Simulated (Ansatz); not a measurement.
**[AlH4]− (SMILES [H][Al-]([H])([H])[H]): methods side by side**

The species is [AlH4]− (5 atoms), meant as a singlet with charge -1. SMILES: `[H][Al-]([H])([H])[H]`. Geometry: a GFN2-xTB relaxation, a rough one for these elements and not checked as a minimum.

| atom | x (Å) | y (Å) | z (Å) |
| --- | --- | --- | --- |
| Al | -0.0014 | -0.0011 | 0.0000 |
| H | 0.0129 | -0.0193 | 1.6271 |
| H | 1.5300 | 0.0130 | -0.5529 |
| H | -0.7739 | 1.3341 | -0.5201 |
| H | -0.7675 | -1.3267 | -0.5541 |

Each level gives the energy change with the Al1–H2 bond stretched from 1.627 to 2.441 Å (eV). The values are calculated.

| level | kind | program | value (eV) | less FCI/3-21G | CPU time (all runs) |
| --- | --- | --- | --- | --- | --- |
| HF/3-21G (restricted) | Hartree–Fock | Ansatz | 1.32 | +0.22 | 0.21 s |
| SVWN5/3-21G (restricted) | LDA | Ansatz | 1.20 | +0.10 | 1.2 s |
| PBE/3-21G (restricted) | GGA | Ansatz | 1.15 | +0.05 | 1.8 s |
| PBE0/3-21G (restricted) | global hybrid | Ansatz | 1.24 | +0.14 | 1.8 s |
| wB97M-V/3-21G (restricted) | range-separated hybrid | Ansatz | 1.31 | +0.21 | 25 s |
| RPA@PBE/3-21G (restricted) | RPA | Ansatz | 1.05 | -0.05 | 2.4 s |
| MP2/3-21G (restricted) | perturbation theory | Ansatz | 1.24 | +0.14 | 0.22 s |
| CCSDT/3-21G (restricted) | coupled cluster or CI | Ansatz | 1.10 | 0.00 | 0.61 s |
| FCI/3-21G | exact in the basis | Ansatz | 1.10 | 0.00 | 21 s |

FCI/3-21G is exact within its basis and frozen core, so for wave-function methods in that basis the difference is their error; functionals converge differently with the basis, so for them it is only a difference. Sets without diffuse functions describe the anion poorly. The first shape isn't each level's own minimum. The values span 1.05 to 1.32 eV. All rows use very small basis sets, so none should be taken for the real molecule's value. Times are those of the runs behind each value, whatever else they computed, on shared processors of several kinds: orders of magnitude only.

Correlation lowers the cost of stretching the Al–H bond: Hartree–Fock gives 1.32 eV against 1.10 eV for FCI. As the bond lengthens, its bonding and antibonding orbitals draw closer in energy, and left-right correlation stabilises the stretched structure more than the starting one. MP2 recovers less than half of this differential effect, whereas CCSDT matches FCI to the printed precision, so connected quadruple excitations matter little here.

The modest Hartree–Fock error suggests that the stretched bond is still largely described by one closed-shell configuration. This fits a polar bond with its electron pair displaced towards hydrogen, for which separation into AlH3 and hydride needs no unpairing of electrons. A restricted reference is therefore probably less strained than it would be in a homolytic cleavage.

Among the functionals, the rise from PBE to PBE0 is consistent with exact exchange stiffening the stretch. A single stretched point gives neither the dissociation energy nor the preferred fragmentation channel.
